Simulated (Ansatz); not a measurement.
Cd2S: the change of energy above lowest point with volume scale

Free energy against uniform scaling of the volume at fixed shape and fractions; periodic cell, basis, potentials, k mesh and filling as listed. The results are calculated, by Ansatz 0.2.0.

The cell before it is scaled or strained (space group P3m1, No. 156):
```
Cd2S
1.0
      3.9758     0.0000     0.0000
     -1.9879     3.4432     0.0000
      0.0000     0.0000     5.8285
Cd S
2 1
Direct
  0.66667 0.33333 0.57874
  0.33333 0.66667 0.93272
  0.33333 0.66667 0.36570
```

Settings of every row: functional PBEsol; dispersion none; potentials PAW; wave cutoff 500 eV; density cutoff 2000 eV; k mesh 8x8x5; k shift 0x0x0; occupations fermi dirac; smearing width 0.1 eV; spin none.

Limits: coarse k mesh, up to 40 meV an atom off; minimum outside the range; the cell comes from a prototype or a list of computed structures and needn't be the stable phase.

```csv
row,volume scale,V (Å³/atom),energy above lowest point (meV/atom)
1,0.9406,25.017,0
2,0.9703,25.806,?
3,1,26.596,21.6
4,1.0297,27.386,40.6
5,1.0594,28.176,63.9
```

Question: what energy above lowest point should row 2 give?

Worked fit of energy above lowest point. Take u = (V_r/V)^(2/3) − 1 with V_r = 26.991 Å³ an atom, which is twice the finite (Eulerian) strain; such expansions in the strain, on which the Birch-Murnaghan equation of state is built, carry the rest volume and the bulk modulus. The shown rows have u = 0.05194, 0.00988, -0.00964, -0.02824. Least squares give energy above lowest point = 30.51 − 973.1 × u + 7426 × u² meV/atom; a straight line predicts inner rows, each left out in turn, worse (root mean square 7.3 against 0.047 meV/atom). All shown rows lie on it to the printed digit. The withheld row has u = 0.03038, so the fit gives 30.51 − 973.1 × (0.03038) + 7426 × (0.03038)² = 7.8 meV/atom.

The calculation gave 7.7 meV/atom. The fit lies 0.1 meV/atom (1.3 % of the value, 0.16 % of the column's range) above it, one unit of the last digit.
